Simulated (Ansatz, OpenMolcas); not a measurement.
# AlH3Cl− (SMILES [AlH3-][Cl]): the vertical detachment energy, rung by rung

AlH3Cl− has 5 atoms, charge -1, and is taken as a singlet. SMILES: `[AlH3-][Cl]`. The shape comes from GFN2-xTB, which is rough for such elements, and wasn't checked as a minimum.

```xyz
5

Al    0.1092   -0.0004   -0.0825
Cl   -1.5627   -0.0021    1.1843
H     0.2261    1.4785   -0.7042
H    -0.1602   -1.1064   -1.2183
H     1.3877   -0.3695    0.8207
```

Quantity: the vertical detachment energy (to the doublet neutral), in eV. The values are calculated.

```
                             level                    kind     program  value (eV)  less FCI/STO-3G
                       BLYP/STO-3G                     GGA      Ansatz        0.91            -0.32
                     r2SCAN/STO-3G                meta-GGA      Ansatz        1.30            +0.07
                      B3LYP/STO-3G           global hybrid      Ansatz        1.48            +0.25
                  CAM-B3LYP/STO-3G  range-separated hybrid      Ansatz        1.73            +0.50
                     B2PLYP/STO-3G           double hybrid      Ansatz        1.56            +0.33
                        MP2/STO-3G     perturbation theory      Ansatz        1.50            +0.27
                    CCSD(T)/STO-3G   coupled cluster or CI      Ansatz        1.25            +0.02
                       CCSD/STO-3G   coupled cluster or CI      Ansatz        1.28            +0.05
FCI/STO-3G, open shells restricted      exact in the basis  OpenMolcas        1.23             0.00
```

FCI/STO-3G, open shells restricted is exact within its basis and frozen core, so for wave-function methods in that basis the difference is their error; functionals converge differently with the basis, so for them it is only a difference. Sets without diffuse functions describe the anion poorly. The values span 0.91 to 1.73 eV. All rows use very small basis sets, so even the best lies far from the true value.

All the methods bind the extra electron, but far too weakly for a closed-shell, four-coordinate aluminate. Chloride donates into the empty acceptor orbital of AlH3, leaving no electron in a diffuse or non-valence orbital. Detachment must therefore remove an electron from the filled Al–H bonding and chlorine lone-pair levels, which should cost considerably more. The minimal basis probably causes the shortfall: its fixed, compact functions cannot expand to accommodate the negative charge, which raises the anion's energy more than the neutral's.

Within this basis, coupled cluster is nearly converged. CCSD lies 0.05 eV above full CI and the triples reduce that to 0.02 eV, whereas MP2 is 0.27 eV too high. Among the functionals, the value rises from BLYP through B3LYP to CAM-B3LYP, probably because exact exchange reduces the artificial stabilisation of a delocalised hole in the radical. B2PLYP falls between B3LYP and CAM-B3LYP, as does its exact-exchange fraction if CAM-B3LYP is counted by its long-range share. Being vertical, these energies do not show whether the neutral radical stays bound or loses an atom once it relaxes.
